**Crystal-field levels of the J = 8 ground multiplet of Ho³⁺ in a C2v field**

The table holds the 17 lowest levels of Ho³⁺ (4f¹⁰), with degeneracy, S and J, from one Dirac-Coulomb-Breit configuration (radial Dirac CI 1, Slater integrals scaled by 0.75) in a parametric field of nine Wybourne parameters. The program projects this field on a pure ⁵I₈ multiplet without adjustable parameters, then adds one or three scale factors and J mixing within ⁵I, and also tries axial-only and rank-2-only fields. The pure model is too wide (rms 12.4 cm⁻¹); one scale of 0.899, close to the quintet weight 0.915 inferred from ⟨S²⟩ for a triplet admixture, lowers the rms error to 0.76 cm⁻¹, while the truncated fields fail. The output lists symmetry blocks and |M| content of the model states and compares a Van Vleck χT with that of the run, within 0.4 % from 10 K up and 3.8 % high at 2 K. J mixing within ⁵I, with Landé spacing, accounts for only 1.6 of the roughly 5.6 cm⁻¹ by which the centroid appears to be lowered.

Ho3+ 4f10 in a parametric C2v crystal field, computed with radial Dirac CI 1: one-configuration Dirac-Coulomb-Breit CI, KLI orbitals, model QED, valence Slater integrals scaled by 0.75. Wybourne parameters in cm⁻¹: B20 -700, B22 -310, B40 -690, B42 410, B44 -620, B60 -390, B62 20, B64 -380, B66 -200. Energies are relative to the lowest level; S and J are from ⟨S²⟩ and ⟨J²⟩.

## Script

```python
# Table: 17 lowest levels (cm-1), S, J of Ho3+ 4f10 in a parametric C2v crystal field; radial Dirac CI 1,
# one Dirac-Coulomb-Breit configuration, Slater integrals x0.75. Tested: projection of the input field on
# pure 5I8 (no parameter), plus scale factors (intermediate coupling) and J mixing inside 5I.
T = {
    'level_degeneracy': [1, 1, 1, 1, 1, 1, 1, 1, 1, 1, 1, 1, 1, 1, 1, 1, 1],
    'level_energy': [0.0, 9.8, 18.3, 26.8, 31.6, 39.6, 49.2, 107.3, 123.8, 133.6, 180.4, 192.9, 193.3, 243.3, 259.3, 339.0, 342.0],  # cm⁻¹
    'level_spin': [1.93, 1.93, 1.93, 1.93, 1.93, 1.93, 1.93, 1.93, 1.93, 1.93, 1.93, 1.93, 1.93, 1.93, 1.93, 1.93, 1.93],
    'level_total_j': [8, 8, 8, 8, 8, 8, 8, 8, 8, 8, 8, 8, 8, 8, 8, 8, 8],
}
import numpy as np
from sympy.physics.wigner import wigner_3j as w3
from scipy.optimize import least_squares
from scipy import constants as sc
E = np.array(T['level_energy'], float); Ec = E - E.mean()
# settings (caption) and further outputs of the same run
B = {(2,0):-700,(2,2):-310,(4,0):-690,(4,2):410,(4,4):-620,(6,0):-390,(6,2):20,(6,4):-380,(6,6):-200}
S0, STAB, J7 = 1.931, -140.3632, 5180.3
TK = [2,5,10,20,50,100,200,300]
XT = [2.561934,5.876579,8.826628,10.9898,12.54689,13.25063,13.63869,13.74726]
top = {k: sum((-1)**m*7*float(w3(3,k,3,0,0,0)*w3(3,k,3,-m,0,m)) for m in (3,2,1)) for k in (2,4,6)}
def C(k, q, J):
    A = np.zeros((2*J+1, 2*J+1)); red = top[k]/float(w3(J,k,J,-J,0,J))
    for M in range(-J+q, J+1):
        A[M+J, M-q+J] = (-1)**(J-M)*float(w3(J,k,J,-M,q,M-q))*red
    return A if q == 0 else A + A.T
def ang(J):
    m = np.arange(-J, J+1.); return np.diag(m), np.diag(np.sqrt(J*(J+1)-m[:-1]*(m[:-1]+1)), -1)
H8 = {p: b*C(*p, 8) for p, b in B.items()}; H6 = {p: np.kron(b*C(*p, 6), np.eye(5)) for p, b in B.items()}
(Lz, Lp), (Sz, Sp), (Jz, Jp) = ang(6), ang(2), ang(8)
LS = np.kron(Lz, Sz) + 0.5*(np.kron(Lp, Sp.T) + np.kron(Lp.T, Sp))
def H(D, s, keep=lambda p: True): return sum(s[(p[0]//2-1) % len(s)]*D[p] for p in D if keep(p))
def r8(s, keep=lambda p: True): return np.linalg.eigvalsh(H(H8, s, keep)) - Ec
def e65(x): return np.linalg.eigvalsh(H(H6, x[:-1]) - x[-1]/8*(LS - 12*np.eye(65)))
def r65(x): e = e65(x); return np.append(e[:17]-e[:17].mean()-Ec, e[17]-e[0]-J7)
rms = lambda r: np.sqrt(np.mean(r**2))
def show(n, r, x): print(f"{n}: rms {rms(r):.2f}, worst {r[np.argmax(abs(r))]:+.1f} cm-1 (row {np.argmax(abs(r))+1}), fitted {np.round(x,3)}")
wq = (S0*(S0+1)-2)/4; g = 1.25*wq + 1.125*(1-wq); shift = E.mean() + STAB
print(f"spread {E[-1]:.1f}, mean {E.mean():.2f}, std {E.std():.1f}, J=7 above last row {J7-E[-1]:.1f} cm-1; spread/J=7 onset {E[-1]/J7:.3f}")
print(f"<S^2> {S0*(S0+1):.3f}; quintet weight if rest is triplet {wq:.3f}; g of 5I8/3K8 mix {g:.3f}; rounding rms 0.03 cm-1")
print("stretched-state <C^k_0>, k=2,4,6:", " ".join(f"{top[k]:.4f}" for k in top))
v = {p: np.trace(h@h)/17 for p, h in H8.items()}; vt = sum(v.values()); ratio = E.std()/np.sqrt(vt)
print("variance share %:", " ".join(f"B{k}{q} {100*x/vt:.1f}" for (k, q), x in v.items()))
print("by rank %:", " ".join(f"k={k} {100*sum(x for p,x in v.items() if p[0]==k)/vt:.1f}" for k in top), f"; all q=0 {100*sum(x for p,x in v.items() if p[1]==0)/vt:.1f}")
print(f"pure 5I8 std {np.sqrt(vt):.1f} cm-1; table/model width ratio {ratio:.3f}")
rA = r8([1.]); show("A pure 5I8", rA, [])
f1 = least_squares(r8, [0.9]); show("B one scale", f1.fun, f1.x)
f3 = least_squares(r8, [0.9]*3); show("C scales k=2,4,6", f3.fun, f3.x)
m1 = least_squares(r65, [0.9, 5100.]); show("D one scale + J mixing (last: gap cm-1)", m1.fun[:17], m1.x)
m3 = least_squares(r65, [0.9]*3+[5100.]); show("E three scales + J mixing", m3.fun[:17], m3.x)
for n, kp in (("q=0 terms only", lambda p: p[1] == 0), ("rank 2 only", lambda p: p[0] == 2)):
    f = least_squares(r8, [1.], args=(kp,)); show(n+", one scale", f.fun, f.x)
print(f"centroid vs free ion: run {shift:.2f}, D {e65(m1.x)[:17].mean():.2f}, E {e65(m3.x)[:17].mean():.2f} cm-1")
e, V = np.linalg.eigh(H(H8, f3.x)); M = np.arange(-8, 9)
print("row table step | model-table A C E (cm-1, equal means) | model C: step, block, <Jz^2>, main |M|")
for i in range(17):
    c = V[:, i]; w = np.array([np.sum(c[abs(M) == a]**2) for a in range(9)]); o = np.argsort(-w)[:2]
    blk = ("even" if w[::2].sum() > 0.5 else "odd") + ("+" if c@c[::-1] > 0 else "-")
    j = max(i-1, 0)
    print(f"{i+1:2d} {E[i]:6.1f} {E[i]-E[j]:5.1f} | {rA[i]:+6.1f} {f3.fun[i]:+5.1f} {m3.fun[i]:+5.1f} | {e[i]-e[j]:5.1f} {blk:5s} {c**2@M**2:5.1f} {o[0]}:{w[o[0]]:.2f} {o[1]}:{w[o[1]]:.2f}")
J2 = (V.T@Jz@V)**2 + (V.T@(Jp+Jp.T)@V/2)**2 + (V.T@(Jp-Jp.T)@V/2)**2
kB = sc.k/(sc.h*sc.c*100); c0 = 0.1*sc.N_A*sc.physical_constants['Bohr magneton'][0]**2/sc.k
print(f"chiT (cm3 K/mol): free-ion limit g=1.25 {c0*1.25**2*24:.2f}, g={g:.3f} {c0*g*g*24:.2f}")
print("ground-state |<0|J|n>|^2 to rows 2-7 (model C):", np.round(J2[0, 1:7], 1))
d = e[None, :] - e[:, None]; z = abs(d) < 1e-8
for t, x in zip(TK, XT):
    p = np.exp(-(e-e[0])/(kB*t)); p /= p.sum()
    K = np.where(z, p[:, None]/(kB*t), (p[:, None]-p[None, :])/np.where(z, 1, d))
    y = c0*g*g*kB*t*np.sum(J2*K)/3
    print(f"T {t:3d} K: run chiT {x:.2f}, model C {y:.2f} ({100*(y/x-1):+.1f} %), run chi {x/t:.3f} cm3/mol")
assert len(E) == 17 and set(T['level_total_j']) == {8} and set(T['level_degeneracy']) == {1}
assert shift < 0 and J7 - E[-1] > 10*E[-1]
assert 0.8 < ratio < 1.0
```

Running it gives:

```
spread 342.0, mean 134.72, std 110.5, J=7 above last row 4838.3 cm-1; spread/J=7 onset 0.066
<S^2> 5.660; quintet weight if rest is triplet 0.915; g of 5I8/3K8 mix 1.239; rounding rms 0.03 cm-1
stretched-state <C^k_0>, k=2,4,6: -0.1333 -0.0909 -0.1166
variance share %: B20 16.4 B22 6.4 B40 9.5 B42 6.7 B44 15.4 B60 13.3 B62 0.1 B64 25.2 B66 7.0
by rank %: k=2 22.9 k=4 31.6 k=6 45.5 ; all q=0 39.2
pure 5I8 std 122.9 cm-1; table/model width ratio 0.899
A pure 5I8: rms 12.38, worst +22.7 cm-1 (row 17), fitted []
B one scale: rms 0.76, worst +1.4 cm-1 (row 15), fitted [0.899]
C scales k=2,4,6: rms 0.72, worst +1.2 cm-1 (row 15), fitted [0.897 0.895 0.904]
D one scale + J mixing (last: gap cm-1): rms 0.75, worst +1.7 cm-1 (row 15), fitted [9.010000e-01 5.120994e+03]
E three scales + J mixing: rms 0.58, worst +1.4 cm-1 (row 15), fitted [8.980000e-01 8.900000e-01 9.090000e-01 5.120163e+03]
q=0 terms only, one scale: rms 57.08, worst -114.3 cm-1 (row 15), fitted [1.23]
rank 2 only, one scale: rms 29.93, worst +63.8 cm-1 (row 7), fitted [1.81]
centroid vs free ion: run -5.65, D -1.61, E -1.63 cm-1
row table step | model-table A C E (cm-1, equal means) | model C: step, block, <Jz^2>, main |M|
 1    0.0   0.0 |  -14.5  +0.2  +0.4 |   0.0 even+  15.6 2:0.53 6:0.34
 2    9.8   9.8 |  -13.8  -0.3  -0.3 |   9.3 odd-   17.7 3:0.46 7:0.27
 3   18.3   8.5 |  -12.7  +0.4  +0.9 |   9.2 even-  23.2 6:0.58 2:0.40
 4   26.8   8.5 |  -12.0  +0.2  +0.4 |   8.3 odd-   14.4 1:0.62 7:0.21
 5   31.6   4.8 |  -10.5  +0.7  -0.2 |   5.3 odd+   21.9 5:0.45 1:0.32
 6   39.6   8.0 |  -11.8  -1.0  -1.1 |   6.3 even+   6.8 0:0.75 6:0.15
 7   49.2   9.6 |   -9.1  +0.4  -0.4 |  11.1 odd+   26.2 7:0.44 3:0.33
 8  107.3  58.1 |   -4.2  -1.0  -0.3 |  56.7 even+  25.8 4:0.57 6:0.31
 9  123.8  16.5 |   -2.7  -1.1  -0.2 |  16.4 even-  20.4 4:0.90 8:0.09
10  133.6   9.8 |   -1.1  -0.7  +0.2 |  10.2 odd-   24.3 5:0.88 1:0.07
11  180.4  46.8 |   +4.8  +0.2  +0.4 |  47.7 even-  17.2 2:0.60 6:0.39
12  192.9  12.5 |   +6.9  +0.6  -0.2 |  12.9 odd+   21.4 5:0.38 1:0.24
13  193.3   0.4 |   +7.7  +1.2  -0.4 |   1.0 odd-   27.6 3:0.48 7:0.47
14  243.3  50.0 |  +12.7  +0.1  +0.2 |  48.9 even+  15.1 2:0.41 6:0.19
15  259.3  16.0 |  +15.5  +1.2  +1.4 |  17.1 odd+   14.5 3:0.47 1:0.27
16  339.0  79.7 |  +22.3  -0.6  -0.6 |  77.8 even-  59.2 8:0.90 4:0.09
17  342.0   3.0 |  +22.7  -0.6  -0.3 |   3.1 even+  56.7 8:0.85 4:0.12
chiT (cm3 K/mol): free-ion limit g=1.25 14.07, g=1.239 13.83
ground-state |<0|J|n>|^2 to rows 2-7 (model C): [33.6 12.6  5.  14.8  0.   0.7]
T   2 K: run chiT 2.56, model C 2.66 (+3.8 %), run chi 1.281 cm3/mol
T   5 K: run chiT 5.88, model C 6.01 (+2.3 %), run chi 1.175 cm3/mol
T  10 K: run chiT 8.83, model C 8.86 (+0.4 %), run chi 0.883 cm3/mol
T  20 K: run chiT 10.99, model C 10.97 (-0.1 %), run chi 0.549 cm3/mol
T  50 K: run chiT 12.55, model C 12.52 (-0.2 %), run chi 0.251 cm3/mol
T 100 K: run chiT 13.25, model C 13.23 (-0.2 %), run chi 0.133 cm3/mol
T 200 K: run chiT 13.64, model C 13.62 (-0.2 %), run chi 0.068 cm3/mol
T 300 K: run chiT 13.75, model C 13.73 (-0.2 %), run chi 0.046 cm3/mol
```
